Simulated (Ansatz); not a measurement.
## A series in volume scale on Ta₃Ru

Results calculated with Ansatz 0.2.0, not measured. Free energy against uniform scaling of the volume at fixed shape and fractions; periodic cell, basis, potentials, k mesh and filling as listed.

The cell before it is scaled or strained (space group Fm-3m, No. 225):
```
CELL_PARAMETERS angstrom
0.00000 3.21830 3.21830
3.21830 0.00000 3.21830
3.21830 3.21830 0.00000
ATOMIC_POSITIONS crystal
Ta 0.25000 0.25000 0.25000
Ta 0.75000 0.75000 0.75000
Ta 0.50000 0.50000 0.50000
Ru 0.00000 0.00000 0.00000
```

Settings of every row: functional r2SCAN; dispersion D3(BJ)+ATM; potentials PAW; wave cutoff 380 eV; density cutoff 1520 eV; k mesh 6x6x6; k shift 0x0x0; occupations gaussian; smearing width 0.01 eV; spin none; xc grid level 1.

Limits: coarse k mesh, up to 40 meV an atom off; cutoff under the advised one; no spin-orbit coupling, which can matter with elements this heavy; the cell comes from a prototype or a list of computed structures and needn't be the stable phase.

```
row  volume scale  V (Å³/atom)  energy above lowest point (meV/atom)  pressure (GPa)
  1           0.9           15                                 115.6           27.71
  2         0.925       15.417                                  55.7           18.52
  3          0.95       15.833                                  18.3           10.45
  4         0.975        16.25                                   0.5            3.38
  5             1       16.667                                     0           -2.83
  6         1.025       17.083                                  14.6           -8.23
  7          1.05         17.5                                     ?               ?
  8         1.075       17.917                                  80.6          -16.95
  9           1.1       18.333                                 129.6          -20.66
```

Question: what energy above lowest point and pressure should row 7 give?

Worked fit of energy above lowest point. Take u = (V_r/V)^(2/3) − 1 with V_r = 16.459 Å³ an atom, which is twice the finite (Eulerian) strain; such expansions in the strain, on which the Birch-Murnaghan equation of state is built, carry the rest volume and the bulk modulus. The shown rows have u = 0.06384, 0.04457, 0.02619, 0.00856, -0.00834, -0.0245, -0.05501, -0.06936. Least squares give energy above lowest point = −1.69 + 26.4 × u + 28028 × u² + 5378 × u³ meV/atom; a parabola predicts inner rows, each left out in turn, worse (root mean square 0.43 against 0.21 meV/atom). The rows lie off it by 0.0, 0.1, 0.0, -0.1, 0.0, 0.2, -0.2, 0.1. Its lowest point lies at u = -0.0005, or V = 16.47 Å³ an atom, and the curvature there gives the bulk modulus at fixed shape and fractions, B = (4/9)(1 + u)² E″(u)/V = 242 GPa. The withheld row has u = -0.04006, so the fit gives −1.69 + 26.4 × (-0.04006) + 28028 × (-0.04006)² + 5378 × (-0.04006)³ = 41.9 meV/atom.

The calculation gave 41.9 meV/atom. The fit meets it to the printed digit.

Worked fit of pressure. Take u = (V_r/V)^(2/3) − 1 with V_r = 16.459 Å³ an atom, which is twice the finite (Eulerian) strain; such expansions in the strain, on which the Birch-Murnaghan equation of state is built, carry the rest volume and the bulk modulus. The shown rows have u = 0.06384, 0.04457, 0.02619, 0.00856, -0.00834, -0.0245, -0.05501, -0.06936. Least squares give pressure = 0.175 + 367.74 × u + 989.1 × u² GPa; a straight line predicts inner rows, each left out in turn, worse (root mean square 1.6 against 0.071 GPa). The rows lie off it by 0.03, -0.01, -0.03, -0.02, -0.01, 0.01, 0.11, -0.09 (root mean square 0.053 GPa). The pressure vanishes at u = -0.0005, or V = 16.47 Å³ an atom, and there the bulk modulus at fixed shape and fractions is B = −V dP/dV = (2/3)(1 + u) dP/du = 244 GPa. The withheld row has u = -0.04006, so the fit gives 0.175 + 367.74 × (-0.04006) + 989.1 × (-0.04006)² = -12.97 GPa.

The calculation gave -12.73 GPa. The fit lies 0.24 GPa (1.9 % of the value, 0.5 % of the column's range) below it; its largest miss of a shown row is 0.11 GPa.
